**Q:** Hydrogen fluoride sits next to chlorosilane here. Is this an ordinary hydrogen bond?

Hydrogen fluoride and chlorosilane at the pair's minimum (Ansatz 0.2.0, gas phase, def2-TZVPPD, PBE0-D4/def2-TZVP structures, frozen cores in correlated wave functions). Interaction energies are counterpoise-corrected, negative for binding; the superposition error is corrected less uncorrected. The reference, -1.80 kcal/mol, is the MP2 basis-set limit plus CCSD(T) steps in def2-TZVPPD.

| method | class | exact exchange, short range (%) | exact exchange, long range (%) | interaction (kcal/mol) | interaction less reference (kcal/mol) | superposition error (kcal/mol) | deformation (kcal/mol) |
| --- | --- | --- | --- | --- | --- | --- | --- |
| PBE-D4 | GGA | 0 | 0 | -1.79 | 0.01 | 0.07 | 0.04 |
| revPBE-D4 | GGA | 0 | 0 | -1.08 | 0.72 | 0.07 | 0.02 |
| BLYP-D4 | GGA | 0 | 0 | -1.21 | 0.59 | 0.09 | -0.01 |
| r2SCAN-D4 | meta-GGA | 0 | 0 | -2.13 | -0.32 | 0.06 | 0.08 |
| B97M-V | meta-GGA | 0 | 0 | -2.07 | -0.27 | 0.06 | 0.13 |
| PBE0-D4 | global hybrid | 25 | 25 | -1.76 | 0.04 | 0.06 | 0.08 |
| B3LYP-D4 | global hybrid | 20 | 20 | -1.52 | 0.28 | 0.07 | 0.03 |
| HSE06-D4 | screened hybrid | 25 | 0 | -1.75 | 0.05 | 0.06 | 0.08 |
| wB97X-V | range-separated | 17 | 100 | -1.97 | -0.16 | 0.06 | 0.06 |
| wB97M-V | range-separated | 15 | 100 | -2.02 | -0.21 | 0.06 | 0.04 |
| B2PLYP | double hybrid | 53 | 53 | -1.20 | 0.61 | 0.17 | 0.04 |
| HF | Hartree-Fock | 100 | 100 | -0.53 | 1.28 | 0.06 | 0.08 |
| MP2 | wave function | n/a | n/a | -1.48 | 0.33 | 0.40 | 0.05 |
| CCSD | wave function | n/a | n/a | -1.38 | 0.42 | 0.38 | 0.06 |
| CCSD(T) | wave function | n/a | n/a | -1.54 | 0.27 | 0.41 | 0.05 |

**A:** No. In the computed structure the fluorine faces silicon at 2.98 Å, almost exactly opposite the chlorine. The hydrogen of hydrogen fluoride is bent off to the side, 3.46 Å from silicon, and lies 5.47 Å from the chlorine, far too distant for a hydrogen bond. This is one minimum of the pair; whether a hydrogen-bonded arrangement lies lower was not tested.

The attraction has a standard electrostatic explanation. Chlorine draws electrons along the Si–Cl bond, which leaves a positive patch on the far side of silicon, called a σ-hole. The electron-rich fluorine settles in front of it. The patch grows stronger when the central atom is easier to polarise or when the group opposite pulls harder on the electrons.

**Q:** Is the interaction energy what it costs to pull the pair apart?

**A:** Nearly. It compares the pair with two fragments frozen in the shapes they have in the pair. Once separated they relax, and the deformation energy accounts for that. With PBE0 the sum is $-1.76+0.08=-1.68$ kcal/mol, so the relaxation is a small correction. Zero-point and thermal motion are not included.

A slightly negative deformation energy, as BLYP has, is allowed. All structures come from PBE0, so the free fragments are not at their BLYP minimum.

**Q:** Hartree-Fock recovers only 0.53 of the 1.80 kcal/mol. Does that make the σ-hole a minor matter?

**A:** That conclusion goes too far. Hartree-Fock includes the attraction between the charge distributions and their mutual polarisation, but also the repulsion between overlapping electron clouds. The 0.53 is what remains after attraction and repulsion have partly cancelled, so the electrostatic attraction alone may be much larger.

Electron correlation supplies the other 1.27 kcal/mol (the table's 1.28 comes from unrounded values, and such differences of a hundredth recur below). Most of it should be dispersion, the attraction between electrons that move in step on the two molecules. Correlation also alters the charge distributions, which is expected to work against the binding here, so dispersion alone may be larger than the net gain. The total does not separate the two effects. The σ-hole is the expected reason for where the fluorine sits, while correlation supplies much of the net binding.

**Q:** Then why does CCSD(T), the best method here, miss the reference by more than PBE does?

**A:** Because its basis set is too small for it. Describing how electrons avoid one another takes many functions, and dispersion needs them on both molecules. In the pair, each molecule also borrows its neighbour's functions, which makes the binding look too strong. Counterpoise removes this superposition error but cannot add the functions that neither molecule has.

Here the reference lies between the two versions, although this is not guaranteed in every basis. Corrected CCSD(T) gives $-1.54$ kcal/mol, which is too weak. Without the correction it would give $-1.54-0.41=-1.95$ kcal/mol, which is too strong.

The same basis error burdens MP2 and CCSD. The reference assumes that the coupled-cluster steps beyond MP2 are already converged in this basis. On that assumption MP2 would reach $-1.74$ and CCSD $-1.64$ kcal/mol in a complete basis. Most of the error printed for these two methods thus belongs to the basis.

**Q:** B2PLYP binds by only 1.20 kcal/mol. Is its basis set to blame as well?

**A:** Only in small part, and its superposition error helps to show why. B2PLYP mixes 53% exact exchange with 47% semilocal exchange, and 73% of the semilocal correlation of BLYP with 27% of an MP2-like correlation energy. If each ingredient brings its own share of the superposition error $\delta$, then

$$\delta_{\mathrm{B2PLYP}}\approx 0.53\,\delta_{\mathrm{HF}}+0.47\,\delta_{\mathrm{BLYP}}+0.27\,(\delta_{\mathrm{MP2}}-\delta_{\mathrm{HF}}),$$

where HF stands for Hartree-Fock. With the values of the table,

$$0.53\times0.06+0.47\times0.09+0.27\times(0.40-0.06)\approx0.17\ \text{kcal/mol}.$$

The calculation also gives 0.17. The weights come from the definition of the functional, and no computed energy of B2PLYP was used. The estimate counts only 47% of the semilocal correlation, whose part in the superposition error should be small. It also ignores that B2PLYP has its own orbitals, and a match for one pair does not show how well it works elsewhere. The output printed below lists it with the other differences used here.

The same reasoning applies to the binding that the basis fails to capture. MP2 falls short of its limit by 0.26 kcal/mol, and 27% of that is about 0.07. B2PLYP underbinds by 0.61, so most of its error has another origin. Missing dispersion is a likely cause: B2PLYP was run without the added dispersion term that the other density functionals carry, and its reduced MP2-like part covers only some of the effect. The table cannot show that this is the whole story, since BLYP underbinds by 0.59 kcal/mol even with such a term, and the semilocal exchange that the two share is expected to be too repulsive between molecules. The row is no verdict on double hybrids in general.

**Q:** Among the cheaper functionals, should I look for one with more exact exchange?

**A:** Not as a general rule, on the evidence of this pair. Going from PBE to PBE0 brings in 25% exact exchange, with the dispersion correction readjusted, and changes the interaction by only 0.03 kcal/mol in total. HSE06 drops the long-range part of it and differs from PBE0 by 0.01. B3LYP does bind more strongly than BLYP, by 0.31, and the error falls from 0.59 to 0.28. Exact exchange is expected to carry much of this, because the semilocal exchange of BLYP that it replaces is more repulsive between molecules than that of PBE. Other parts of the functional and the dispersion correction change as well, and the table does not separate them. What exact exchange does to the binding depends on the exchange it replaces.

A much larger change occurs with no exact exchange at all. revPBE binds 0.71 kcal/mol less than PBE, although the two share the same correlation functional. They differ in how semilocal exchange treats steep, thin density and in the settings of their dispersion correction.

Theory suggests how this weakens the binding. revPBE assigns more exchange energy than PBE to the steep outer tails of a molecule. When two tails overlap, the density between the molecules becomes flatter and part of that stabilisation is lost, which acts as extra repulsion. The dispersion correction is adjusted to each functional to make up for such differences, but here it does not do so fully.

**Q:** PBE is off by only 0.01 kcal/mol. Can I call it the most accurate functional for this contact?

**A:** The second decimal cannot carry that claim. The reference combines an extrapolated MP2 value with a coupled-cluster step from a finite basis, so it is not secure to a hundredth. PBE, PBE0 and HSE06 should be read as equally good here. The underbinding of revPBE, 0.72 kcal/mol, is large enough to count as a real difference at this structure. The structure comes from PBE0, and revPBE may bind somewhat better at a distance of its own choosing.

PBE's close agreement may also come from errors that cancel, for instance between its exchange repulsion and its dispersion correction. This table does not test that. A set of similar contacts at several distances would, because a cancellation that works at one distance need not hold at another.

Numerical output:

```
distance from F of HF to Si in angstrom: 2.979
distance from H of HF to Si in angstrom: 3.463
distance from H of HF to Cl in angstrom: 5.474
reference interaction in kcal/mol: -1.8
Hartree-Fock share of the reference in per cent: 29.44
reference less Hartree-Fock in kcal/mol: -1.27
CCSD less MP2 in kcal/mol: 0.1
CCSD(T) less CCSD in kcal/mol: -0.16
CCSD(T) less MP2 in kcal/mol: -0.06
MP2 at the basis-set limit in kcal/mol: -1.74
CCSD at the basis-set limit by the same recipe in kcal/mol: -1.64
basis shortfall of corrected CCSD(T) in kcal/mol: 0.26
CCSD(T) without counterpoise in kcal/mol: -1.95
CCSD(T) without counterpoise less reference in kcal/mol: -0.15
PBE0 less PBE in kcal/mol: 0.03
HSE06 less PBE0 in kcal/mol: 0.01
B3LYP less BLYP in kcal/mol: -0.31
revPBE less PBE in kcal/mol: 0.71
number of functionals with a dispersion term: 10
number of these that overbind: 4
largest superposition error among these in kcal/mol: 0.09
smallest superposition error of the wave-function methods in kcal/mol: 0.38
B2PLYP superposition error estimated from its parts in kcal/mol: 0.1659
the same estimate less the computed value in kcal/mol: -0.0041
BLYP deformation less PBE0 deformation in kcal/mol: -0.09
PBE0 interaction plus deformation in kcal/mol: -1.68
```
